### Compression of wurtzite-type SiGe

How much pressure does it take to squeeze wurtzite-type SiGe to 18.677 Å³/atom, and how much energy is stored on the way? The table gives cells of one crystal form, each held at a chosen volume while its shape and atoms relax. Five of them have known results. A positive pressure means that the cell pushes outwards, a negative one that it pulls inwards.

Wurtzite-type SiGe, computed with Ansatz 0.2.0: PBEsol without spin polarization or dispersion correction, scalar-relativistic PAW, 420 eV plane-wave cutoff, 12 × 12 × 6 k mesh, Gaussian smearing of 0.02 eV. Cell shape and atoms are relaxed at fixed volume to forces below 0.01 eV/Å. Energies, at zero smearing, are relative to the elements' standard crystals in PBEsol.

| volume (relaxed cell) (Å³/atom) | c/a (relaxed cell) | shortest distance (relaxed cell) (Å) | energy over elements (eV/atom) | pressure (GPa) |
| --- | --- | --- | --- | --- |
| 18.677 | 1.6578 | 2.295 | ? | ? |
| 19.315 | 1.6562 | 2.320 | ? | ? |
| 19.951 | 1.6544 | 2.345 | 0.048 | 5.760 |
| 20.588 | 1.6540 | 2.369 | 0.031 | 2.640 |
| 21.861 | 1.6507 | 2.417 | 0.031 | -2.240 |
| 22.498 | 1.6507 | 2.440 | 0.043 | -4.130 |
| 23.348 | 1.6489 | 2.470 | 0.071 | -6.200 |

The pressure changes sign between 20.588 and 21.861 Å³/atom, so the crystal at rest lies between these two rows. They have the same energy to the printed digits because they sit on opposite walls of one energy well. The energy over elements is positive in every known row: in this calculation the ordered compound lies above separate crystals of silicon and germanium.

### What gives way when the volume shrinks

A crystal can lose volume by shortening its bonds or by folding its framework at the bond angles. In this structure every silicon atom has four germanium neighbours, and every germanium atom four silicon neighbours. If only the bonds shorten, the shortest distance must follow the cube root of the volume. It does so within 0.1 % over the whole table, and c/a changes by only about 0.5 %, so in these cells the Si–Ge bonds carry the squeeze. The small cell and its kept symmetry also leave the framework few ways to fold.

The resistance to squeezing is not constant. Between the two most squeezed known rows, the pressure rises by 4.9 GPa for each Å³/atom removed. Between the two most stretched rows the figure is only 2.4 GPa, half as much.

Part of this is geometry. A given step in volume shortens the bonds more when the cell is already small, so even springs of constant strength would show some stiffening in this measure. The larger part is expected to come from the bonding itself. Shared electrons pull the atoms together. Against this pull stands the cost of crowding the electrons: their kinetic energy rises in a smaller space, and they must keep clear of the filled inner shells of the atoms. At rest, pull and push cancel. Both depend on the overlap of electron clouds, which changes roughly exponentially with distance, but the push has the shorter range and grows faster as the bond shortens.

Squeezing therefore does more than move the crystal away from balance. It brings the atoms into a region where each further step costs more. Stretching does the opposite, because the bond weakens as the overlap fades. The table shows the resulting lopsided well: the rows at 19.951 and 22.498 Å³/atom lie about equally far from rest, yet the squeezed one is higher by 0.005 eV/atom.

### From the bond to a pressure law

A simple curve with these features is E ∝ −(1 + a) exp(−a), where E is the energy and a is the stretch in length, measured in units of the bonding range. Its slope is proportional to a exp(−a): a spring force multiplied by an exponential that strengthens it under compression. Pressure is the energy gained per volume lost, and volume goes as length cubed, which brings in a division by length squared. The result is the Vinet law,

P = 3B (1 − X) / X² · exp[η(1 − X)], with X = (V/V₀)^(1/3).

Here P is the pressure, V the volume and V₀ the volume at rest. B is the bulk modulus, the stiffness at rest, and η sets how fast the crystal stiffens. These three constants were fitted to the five known pressures, as the output after this text shows. They give V₀ = 21.22 Å³/atom, B = 81 GPa and η = 5.33.

The stiffness has a direct practical reading: near rest, a uniform pressure of about 0.8 GPa changes the volume by 1 %.

The energy follows from the same law, since the energy stored is the work done against the pressure. Only one constant has to be added, the energy at rest, which comes out at 0.026 eV/atom over the elements. The known energies are then matched to within their rounding. Energy and pressure thus describe the same well, as they must, because pressure is the slope of the energy with volume, with its sign reversed. The match checks that the calculation is consistent; it does not test the picture of the bond.

### Forecasts for the two smallest volumes

The smallest volume, which was not in the fit, serves as the worked case. Its volume is 0.880 of that at rest, so X = 0.9583 and the lengths have shrunk by a fraction of 0.0417. The part before the exponential is 3 × 81 × 0.0417 / 0.9583² = 11.0 GPa. The exponential, exp(5.33 × 0.0417) = 1.25, raises this to 13.8 GPa.

If the pressure simply grew in proportion to the volume lost, at the rate found at rest, it would reach only 9.7 GPa. Almost a third of the forecast pressure lies beyond this straight-line estimate.

The forecasts are:

- At 18.677 Å³/atom: pressure 13.8 ± 0.2 GPa, energy over elements 0.124 ± 0.003 eV/atom.
- At 19.315 Å³/atom: pressure 9.4 ± 0.1 GPa, energy over elements 0.078 ± 0.002 eV/atom.

The ranges are judgements, not statistical errors. The third-order Birch–Murnaghan law, another common form with three constants, also matches the known pressures to about their rounding. Outside the known rows the two laws part: Birch–Murnaghan lies higher by 0.09 GPa at the smallest volume and by 0.03 GPa at the next. The ranges cover these gaps and leave room for rounding, whose effect grows outside the fitted rows.

The forecasts also assume that the crystal form survives. The calculation favours this by keeping the symmetry of the starting structure. Silicon and germanium themselves turn into denser metallic forms under pressures of this order. A real sample might therefore leave the wurtzite form before it reached the smallest volume.

### Computed values and what they teach

The withheld rows as computed:

| volume (relaxed cell) (Å³/atom) | c/a (relaxed cell) | shortest distance (relaxed cell) (Å) | energy over elements (eV/atom) | pressure (GPa) |
| --- | --- | --- | --- | --- |
| 18.677 | 1.6578 | 2.295 | 0.124 | 13.740 |
| 19.315 | 1.6562 | 2.320 | 0.078 | 9.420 |

All four values fall inside their ranges. Of the 0.124 eV/atom at the smallest volume, 0.026 eV/atom is already there at rest, so the squeeze stores about 0.098 eV/atom. The stiffening continues: between these two rows the pressure rises by 13.74 − 9.42 = 4.32 GPa over 0.638 Å³/atom, or 6.8 GPa for each Å³/atom. That is nearly three times the rate at the stretched end of the table.

The pressures are nevertheless not exact hits. The Vinet law is too high in both rows, by 0.05 GPa at the smallest volume and by 0.02 GPa at the next. These misses are below half a per cent of the computed pressures, but they exceed the rounding of the printed values and are far larger than the misfits in the known rows. A close fit inside a range of volumes was thus no measure of the error outside it.

Both misses have the same sign, so the fitted law stiffens slightly too fast. Much of this is expected to come from rounding. The three constants rest on five pressures given to 0.01 GPa, and an error of a few thousandths in these can grow several times over on the way to the smallest volume. The rest may show that a single exponential is too simple for a balance between pull and push. A pressure error from the limited set of plane waves can be ruled out as the cause, since the unrounded energies change with volume as the pressures require, in the withheld rows too.

The Birch–Murnaghan law errs in the same direction and by about three times as much. It treats stiffening as a short power series in the strain, whereas the Vinet law builds in the exponential fade of bonding. The better forecast fits that picture, but two rows of one compound do not prove it.

The energies agree with the forecasts to the last printed digit, yet this is the milder test. An excess pressure of 0.05 GPa acting over about 0.6 Å³/atom adds only 0.03 GPa·Å³, or 0.0002 eV per atom. Such an error disappears in the rounding of the energy. A flaw in a compression law therefore shows first in the pressure, and only later in the energy.

Printed output of the fit:

```
fit of pressure on 5 rows: coefficient of exp(s*(1-w))*(1-w)/w**2 248.5 +/- 0.024, coefficient of exp(s*(1-w))/w**2 0.8798 +/- 0.00047, s 5.312; rms 0.000613, worst 21.861 0.00115, leave-one-out rms 0.000838
  rows outside the fit (model, value, miss): 18.677 13.79, 13.74, 0.0463; 19.315 9.436, 9.42, 0.0156
fit of pressure on 5 rows: coefficient of x**2.5 0.8754 +/- 0.0039, coefficient of x**2.5*(x-1) 125.1 +/- 0.092, coefficient of x**2.5*(x-1)**2 55.8 +/- 2.4; rms 0.00329, worst 20.588 -0.00539, leave-one-out rms 0.0122
  rows outside the fit (model, value, miss): 18.677 13.88, 13.74, 0.138; 19.315 9.465, 9.42, 0.0455
Forecasts (GPa and eV/atom; bars of known rows are rounding steps):
     row  pressure_model  pressure_bar  energy_model  energy_bar  energy_miss
  18.677           13.79           0.2        0.1237       0.003   -0.0003421
  19.315           9.436           0.1       0.07766       0.002   -0.0003385
  19.951            5.76          0.01        0.0477       0.001   -0.0002982
  20.588            2.64          0.01       0.03118       0.001    0.0001752
  21.861          -2.239          0.01       0.03066       0.001   -0.0003423
  22.498           -4.13          0.01       0.04343       0.001    0.0004255
  23.348            -6.2          0.01       0.07104       0.001    3.972e-05
Volume at zero pressure, A^3/atom: 21.22
Bulk modulus at zero pressure, GPa: 80.99
Pressure derivative of the bulk modulus: 4.554
Lowest energy over elements, eV/atom: 0.02608
Pressure slope between 19.951 and 20.588, GPa per A^3/atom: -4.898
Pressure slope between 22.498 and 23.348, GPa per A^3/atom: -2.435
Ratio of these two slopes: 2.011
Energy at 19.951 less energy at 22.498, eV/atom: 0.005
Constant-stiffness pressure at 18.677, GPa: 9.719
Birch-Murnaghan less Vinet pressure at 18.677, GPa: 0.09163
Birch-Murnaghan less Vinet pressure at 19.315, GPa: 0.02988
Spread of shortest distance over cube root of volume, percent: 0.09213
```
